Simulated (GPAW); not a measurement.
# Single-oscillator test for the refractive index of NaF below its gap, from PBE and the RPA

A crystal absorbs over a broad range of energies above its gap, yet below the gap its refractive index often behaves as if one oscillator produced it. The problem is whether NaF does so at laser wavelengths from 1550 to 308 nm. The answer matters for lenses and ultraviolet coatings, where a two-constant law would give the index at any working wavelength from a few known ones. The index is calculated relative to vacuum, with the ions clamped, from the PBE bands and the RPA response. The test is against a straight line in the square of the photon energy; no measured index is shown in the table.

## Systems and settings

The measured cell of a diffraction database, fixed. GPAW 26.7.0, plane waves with PAW (cutoff 500 eV), PBE, no spin polarisation, no spin-orbit coupling, clamped ions. RPA dielectric function with local fields on a k mesh of 13×13×13, Lorentzian broadening 0.2 eV; the rows are a selection of common laser wavelengths, read off the computed spectrum below 72 % of the smallest direct gap; n is the real part of √ε. Smallest direct gap on the mesh: 6.30 eV (PBE).

Notes on method and selection:

- Excitons and lattice vibrations are left out; a gap that is too small makes n too large and too dispersive.
- Runs that did not converge, have known faults or may not be shown are not listed, and runs on Ansatz's PAW sets soft_1 and soft_2 are kept to separate tables.

Columns:

- E² (eV²): square of the photon energy.
- E (eV): photon energy.
- n: refractive index.

## The series

| member | E² (eV²) | E (eV) | 1/(n² − 1) | n |
| --- | --- | --- | --- | --- |
| 1550 nm | 0.64 | 0.80 | 1.3096 | 1.328 |
| 800 nm | 2.40 | 1.55 | 1.2943 | 1.331 |
| 633 nm | 3.84 | 1.96 | ? | ? |
| 450 nm | 7.59 | 2.75 | 1.2477 | 1.342 |
| 405 nm | 9.37 | 3.06 | 1.2310 | 1.346 |
| 308 nm | 16.20 | 4.03 | 1.1631 | 1.364 |

Cells marked ? are withheld until the estimate has been made.

Least-squares fits to the members shown, with x = E² (eV²); R² and errors in the fitted variable (y, or ln y where the fit is in ln y):

| y | members | fit | R² | rms residual | leave-one-out rms | the same for the mean of the others |
| --- | --- | --- | --- | --- | --- | --- |
| 1/(n² − 1) | 5 | y = 1.3172 − 0.0093971 x | 1.00 | 0.0016 | 0.0037 | 0.065 |
| n | 5 | y = 1.3255 + 0.0023122 x | 0.99 | 9.6×10⁻⁴ | 0.0022 | 0.016 |

## Why the values move as they do

For one oscillator of energy $E_0$ and strength $F$, $n^2-1=F/(E_0^2-E^2)$, so that $1/(n^2-1)=(E_0^2-E^2)/F$ is a straight line in $E^2$ with slope $-1/F$.

The calculated values follow this law closely but not exactly. From 1550 to 308 nm the quantity falls by 1.3096 − 1.1631 = 0.1465, while the fitted line misses the rows by 0.0016 rms. The fit gives $E_0^2$ = 1.3172 / 0.0093971 = 140.2 eV², or $E_0$ of about 12 eV. This lies far above the smallest PBE gap of 6.30 eV, because $E_0$ is an effective mean over many transitions and not an absorption edge.

The remaining misfit is systematic. Between 1550 and 800 nm the fall per eV² is (1.3096 − 1.2943) / (2.40 − 0.64) = 0.0087; between 405 and 308 nm it is (1.2310 − 1.1631) / (16.20 − 9.37) = 0.0099. The two intermediate steps lie in between, in order, so the points bend downwards.

A spread of oscillators requires a bend of this sign. Transitions from the filled, mainly fluorine 2p bands to the empty bands cover a range of energies. As the photon energy rises, the lowest of them respond more strongly than the rest, and the effective oscillator energy moves down.

The single-oscillator law is therefore a good approximation for these rows, with an error of about 0.002 in $1/(n^2-1)$. Its constants belong to this level of theory. The small PBE gap makes the index too large and too dispersive, whereas the omitted higher empty bands would add a nearly constant part to it. In the real crystal, lattice vibrations lower the index towards the infrared, which raises $1/(n^2-1)$ there and bends the curve in the opposite sense.

## Blind estimate

Plain estimates from the members shown:

- 633 nm, fit at x = 3.84: 1.2811
- 633 nm, straight-line interpolation between 800 nm and 450 nm: w = (3.84 − 2.40) / (7.59 − 2.40) = 0.277, so 1.2943 + 0.277 × (1.2477 − 1.2943) = 1.2814

At 633 nm the global line gives 1.2811, but it ignores the bend and already lies above the calculated values at 1550 and 800 nm and below those at 450 and 405 nm. Interpolation between 800 and 450 nm is the better start, with a correction for the curvature, since a curve that bends downwards lies above its chord.

The chord falls by (1.2943 − 1.2477) / (7.59 − 2.40) = 0.00898 per eV² and gives 1.2814 at 3.84 eV². The preceding step, from 1550 to 800 nm, falls by (1.3096 − 1.2943) / (2.40 − 0.64) = 0.00869 per eV². The curvature coefficient is then (0.00898 − 0.00869) / (7.59 − 0.64) = 0.000042 per eV⁴, and the upward shift is 0.000042 × (3.84 − 2.40) × (7.59 − 3.84) = 0.0002. The result is 1.2814 + 0.0002 = 1.2816.

The same three-point construction can be tried on 800 nm, using 1550, 450 and 405 nm. The chord gives 1.3096 + (2.40 − 0.64) / (7.59 − 0.64) × (1.2477 − 1.3096) = 1.2939 and the curvature adds 0.0005, so 1.2939 + 0.0005 = 1.2944 against the calculated 1.2943. For 450 nm, built from 1550, 800 and 405 nm, the chord gives 1.2943 + (7.59 − 2.40) / (9.37 − 2.40) × (1.2310 − 1.2943) = 1.2472 and the curvature adds 0.0004, so 1.2472 + 0.0004 = 1.2476 against 1.2477. Both misses are about 0.0001, close to the printed rounding, and this is taken as the standard deviation.

**Committed estimate, 633 nm: 1/(n² − 1) = 1.2816 ± 0.0001.**

## The withheld result

| member | E² (eV²) | E (eV) | 1/(n² − 1) | n |
| --- | --- | --- | --- | --- |
| 633 nm | 3.84 | 1.96 | 1.2817 | 1.334 |

| member | estimate | 1/(n² − 1) | computed | estimate − computed | miss in error bars |
| --- | --- | --- | --- | --- | --- |
| 633 nm | committed | 1.2816 | 1.2817 | −0.0001 | 1.0 |
| 633 nm | fit | 1.2811 | 1.2817 | −0.0006 |  |
| 633 nm | interpolation | 1.2814 | 1.2817 | −0.0003 |  |

The estimate of 1.2816 is 0.0001 below the computed 1.2817, a miss of one error bar and no more than the last printed digit. It did better than the interpolation, which was 0.0003 too low, and the global line, which was 0.0006 too low.

The argument from curvature held: the computed value lies above the chord between 800 and 450 nm, as it must on a curve that bends downwards. The added shift was 0.0002 where 0.0003 was needed, a difference within the rounding.

With the new row, the fall per eV² is (1.2943 − 1.2817) / (3.84 − 2.40) = 0.0088 from 800 to 633 nm and (1.2817 − 1.2477) / (7.59 − 3.84) = 0.0091 from 633 to 450 nm. This fits the steady steepening expected when transitions are spread over a range of energies. Any such spread gives a bend of this sign, so the result does not show which bands contribute most.

## Members off the line

Least-squares fits to the whole series, with x = E² (eV²); R² and errors in the fitted variable (y, or ln y where the fit is in ln y):

| y | members | fit | R² | rms residual | leave-one-out rms | the same for the mean of the others |
| --- | --- | --- | --- | --- | --- | --- |
| 1/(n² − 1) | 6 | y = 1.3173 − 0.0094078 x | 1.00 | 0.0015 | 0.0033 | 0.059 |
| n | 6 | y = 1.3254 + 0.0023181 x | 0.99 | 8.8×10⁻⁴ | 0.0020 | 0.014 |

Largest departures from the fit to the whole series:

| member | 1/(n² − 1) | fit | computed − fit | in rms residuals |
| --- | --- | --- | --- | --- |
| 405 nm | 1.2310 | 1.2291 | +0.0019 | 1.2 |
| 450 nm | 1.2477 | 1.2459 | +0.0018 | 1.2 |
| 308 nm | 1.1631 | 1.1649 | −0.0018 | 1.2 |
| 1550 nm | 1.3096 | 1.3113 | −0.0017 | 1.1 |

No wavelength stands out, since the four largest departures are nearly equal, at 0.0017 to 0.0019. Their signs follow from laying a straight line through a curve that bends downwards: the end rows, 1550 and 308 nm, fall below the line, and 450 and 405 nm lie above it.

## What to take away

From 1550 to 308 nm the calculated index follows the single-oscillator law to 0.0015 rms in $1/(n^2-1)$, or about 0.0003 in $n$, since a small error in $1/(n^2-1)$ is multiplied by $(n^2-1)^2/(2n)$. Between the rows, interpolation with a curvature term does better, with misses near 0.0001 in $1/(n^2-1)$.

For a coating or window, the reflectance of one surface at normal incidence is $R=[(n-1)/(n+1)]^2$. With the calculated index it is ((1.334 − 1) / (1.334 + 1))² = 0.020 at 633 nm and ((1.364 − 1) / (1.364 + 1))² = 0.024 at 308 nm.

The error from the small gap can exceed the whole spread in $n$, 1.364 − 1.328 = 0.036. As an illustration, suppose all transitions are raised by 4 eV with unchanged dipole elements. At low photon energy $n^2-1$ then varies as the inverse of the transition energy, so it is scaled by about 12 / (12 + 4) = 0.75, and $n$ falls by roughly 0.07. Electron–hole attraction, also left out, acts the other way and raises the index.
